**Transferability error of a phosphorus pseudopotential: charge against excitation energy**

Count powers of the occupation change. Let x be the number of electrons taken from a valence shell of the reference atom, 3s2 3p3. By Janak's theorem the slope of the total energy with respect to an occupation is the level ε of that shell, and a pseudopotential is built to reproduce the levels at the reference. The error in an excitation energy therefore has no term linear in x and starts at x², with x³ next. The rows below show this counting at work in a norm-conserving PBEsol potential.

Tests of a separable norm-conserving Troullier-Martins pseudopotential for phosphorus, made with ld1.x 7.5 (PBEsol, non-relativistic). Core [Ne], reference valence 3s2 3p3, radii 1.38 (s) and 1.46 bohr (p), p channel local, Bessel-form core correction with radius 0.9 bohr. Energies are relative to the reference configuration; errors are all-electron minus pseudo.

```
test configuration  test spin polarised  excitation energy all-electron (eV)  excitation error (meV)
           3s2 3p2                   no                               9.7103                   3.143
           3s2 3p1                   no                               28.834                   19.74
           3s2 3p0                   no                               58.550                   59.24
         3s2 3p3.3                   no                              -1.3022                  0.1088
           3s1 3p3                   no                               18.710                   5.946
           3s1 3p4                   no                               8.4224                  0.1633
           3s1 3p0                   no                               110.34                   125.7
```

The excitation energy E is the all-electron energy of a configuration above 3s2 3p3. The excitation error is E minus the same quantity for the pseudo-atom, and q below is the ionic charge, 5 minus the valence electron count. Every row is a spherical, spin-unpolarised atom, so E compares whole configurations, not spectroscopic terms, and the reference is not the quartet ground state. The first ionisation energy of 9.71 eV lies some 0.8 eV below the measured one (a rough recalled size), a gap of the all-electron calculation itself and unrelated to the 3.1 meV error of that row. The row 3s2 3p3.3 adds a fraction of an electron and is no electron affinity.

**Charge as the variable.** Outside the core radii the pseudo-orbitals equal the true ones, and inside they are smooth substitutes holding the same charge. That arrangement is exact for the reference shape of the valence cloud. Removing an electron lowers the screening for all that remain, so they contract into the region where the substitution was made; moving an electron from 3s to 3p leaves the total screening and the size of the cloud much less changed. This is the argued cause, and the table shows its consequence: neutral 3s1 3p4 lies 8.42 eV up with an error of 0.16 meV, while the cation 3s2 3p2 at a similar energy has 3.1 meV. Among the neutral and positive rows the error rises with q at every step, up to 126 meV at q = +4, which is still only 0.11 % of E.

**The two orders.** The x² term is half the mismatch in hardness, the rate at which a level drops as charge is removed. Norm conservation keeps this mismatch small at the reference, since equal charge inside the radii gives equal electrostatics outside them. The x³ term appears when the mismatch itself grows with ionisation, and the p rows show that it does. The second difference of E is 9.41 eV at q = +1 and 10.59 eV at q = +2, and its error relative to that hardness rises from 0.14 % to 0.22 %.

Theory supplies one route to such growth. The core region of the pseudo-atom scatters like the true one in value and in energy slope at the reference level, so the scattering error starts as (δε)², where δε is the shift of the level relative to the potential inside the core. That shift is proportional to x at first order, the level error then goes as x², and integrating it over the occupation gives x³. The s and p phase errors of the same calculation have one sign on both sides of their levels, as a quadratic start requires, though their ratio to (δε)² is not constant and varies by a factor of nearly three within a channel. They belong to the reference potential, so they support the form of the argument without measuring the error of any ion.

**Model.** With the charge as the only variable:

error = a·q² + b·q³, so error/q² = a + b·q

A straight line through error/q² of the four 3s2 rows gives a = 1.631 meV and b = 1.639 meV and reproduces these rows within 6 % of their errors. Two constants on four rows trade against each other, so neither is a physical quantity by itself. Their joint message is firmer: the local exponent is about 2.7 between q = +1 and +3, and a pure q² law, its constant fitted to the relative errors, misses each of the four rows by more than 40 %. The vanishing linear term is built into the potential, and recovering it by interpolation checks only consistency. The printed output after this page lists all residuals.

A worked case outside the fit is 3s1 3p0, with q = 4:

1.631 × 16 + 1.639 × 64 = 26.1 + 104.9 = 131.0 meV

The table has 125.7 meV, so the estimate is 4 % high. The agreement is better than the model deserves, as the other 3s1 rows show.

**The sign.** All seven errors are positive, including the one for added charge, so the pseudo-atom's energy curves upward too weakly on both sides of the reference: it is slightly too soft. A pseudopotential makes two approximations, freezing the core and smoothing the valence orbitals. A core held at its reference form can only raise an ion's energy, by the variational principle, which is firm for the 3s2 ions and makes a negative contribution. The positive total must then come from the pseudisation and outweigh the frozen-core part. How it divides among the radii, the separable form and the model core, which holds little more than half of the core electrons, is untested with a single potential.

**The irregular rows.** At q = +1 the s hole of 3s1 3p3 costs 5.95 meV, 1.89 times the error of the p hole, and the charge-only formula falls 45 % short. A 3s electron sits deeper than a 3p electron and screens the others better, so its removal should disturb the cloud more. Counting the s hole as w p holes expresses this, and the 3s1 3p3 row fixes w = 1.27.

The neutral row then follows as a near cancellation. Removing the 3s electron brings +5.95 meV and putting it back into 3p brings −5.78 meV. In the weighted model the leftover disturbance is w − 1, about a quarter of a hole, and the square and cube of so small a number together give 0.15 meV, the right size for a row that was not fitted. Errors of a tenth of a meV may carry numerical noise, so neither the last digit nor the order of 3s1 3p4 and 3s2 3p3.3 is interpreted.

The same weight fails for 3s1 3p0, where it predicts 157 meV, 25 % too high; that row needs w = 0.94. Part of the failure may be extrapolation, because this ion lies beyond the fitted range and the slope of error/q² already falls slightly between q = +1 and +3. A further contribution, which is a guess, is that only one valence electron is left to carry an error, against two in 3s2 3p0. The 4 % agreement of the worked case is thus probably an overshoot of the cubic offsetting the neglected weight of the s hole.

**An empirical shorthand.** Both +1 rows have the same error relative to E, 0.032 %, which suggests error = k·q·E. One constant, k = 0.310 meV/eV fitted to the six charged rows, holds all of them within 11 %. It obeys the opening count, since E itself begins as |ε|x plus a hardness term in x², so that q·E contains the second and third powers. It gives zero for the neutral row, its residuals far exceed the 0.05 % rounding of the table, and the common k for s and p holes has no derivation here and may be an accident of these radii. These are tests on a free atom in s and p channels, and they indicate where the potential is strained without giving its error in a solid.

Output of the analysis:

```
Rounding of the error column: 4 figures, at most 0.05 % of each value
config     charge  E(eV)   error(meV)  error/E(%)  error/q^2(meV)  error/(qE)(meV/eV)
3s2 3p3.3   -0.3   -1.302     0.109     -0.0084      1.209          0.279
3s1 3p4     +0.0    8.422     0.163     +0.0019          -              -
3s2 3p2     +1.0    9.710     3.143     +0.0324      3.143          0.324
3s1 3p3     +1.0   18.710     5.946     +0.0318      5.946          0.318
3s2 3p1     +2.0   28.834    19.740     +0.0685      4.935          0.342
3s2 3p0     +3.0   58.550    59.240     +0.1012      6.582          0.337
3s1 3p0     +4.0  110.340   125.700     +0.1139      7.856          0.285
Single steps: energy (eV), error (meV), error/energy (%)
  3s2 3p3 -> 3s2 3p2:    9.710   +3.143  0.0324
  3s2 3p2 -> 3s2 3p1:   19.124  +16.597  0.0868
  3s2 3p1 -> 3s2 3p0:   29.716  +39.500  0.1329
  3s2 3p3 -> 3s1 3p3:   18.710   +5.946  0.0318
  3s1 3p3 -> 3s1 3p4:  -10.288   -5.783  0.0562
  3s2 3p0 -> 3s1 3p0:   51.790  +66.460  0.1283
p hardness (second difference) at charge +1: 9.41 eV, error 13.45 meV = 0.143 %
p hardness (second difference) at charge +2: 10.59 eV, error 22.90 meV = 0.216 %
Local exponent of error in charge, p rows: +1 to +2 2.65, +2 to +3 2.71
Error ratio 3s1 3p3 / 3s2 3p2 (both +1): 1.89
Interpolation through 4 p rows to q=0: dE/dq 5.495 eV (minus 3p level 5.490 eV), hardness 7.87 eV
  linear term of the error -0.11 meV; hardness error 2a 3.26 meV = 0.041 %
Fits: a = 1.631, b = 1.639 meV (p rows); pure q^2 coefficient 1.765 meV (p rows); k = 0.310 meV/eV (charged rows)
config     error(meV)   a q^2+b q^3 (dev %)   pure q^2 (dev %)   k q E (dev %);  * = s hole, not in the two p fits
3s2 3p3.3     0.109      0.103 (   -6)      0.159 (  +46)      0.121 (  +11)
3s1 3p4   *   0.163      0.000 ( -100)      0.000 ( -100)      0.000 ( -100)
3s2 3p2       3.143      3.271 (   +4)      1.765 (  -44)      3.011 (   -4)
3s1 3p3   *   5.946      3.271 (  -45)      1.765 (  -70)      5.802 (   -2)
3s2 3p1      19.740     19.640 (   -1)      7.061 (  -64)     17.883 (   -9)
3s2 3p0      59.240     58.945 (   -0)     15.888 (  -73)     54.470 (   -8)
3s1 3p0   * 125.700    131.022 (   +4)     28.246 (  -78)    136.867 (   +9)
Cubic share of a q^2+b q^3 at charge +1, +2, +3: 50 %, 67 %, 75 %
Weight of the s hole fixed on 3s1 3p3: w = 1.266 p holes
  3s1 3p3: model 5.946 meV, table 5.946, dev -0 %, w this row needs 1.27
  3s1 3p4: model 0.147 meV, table 0.163, dev -10 %, w this row needs 1.28
  3s1 3p0: model 157.009 meV, table 125.700, dev +25 %, w this row needs 0.94
s phase error: distance from level (Ry) / error per distance^2 (rad/Ry^2): -1.02 / -0.0029, -0.54 / -0.0048, +0.42 / -0.0075, +0.90 / -0.0052
p phase error: distance from level (Ry) / error per distance^2 (rad/Ry^2): -0.68 / -0.0042, -0.20 / -0.0078, +0.28 / -0.0100, +0.76 / -0.0120
```
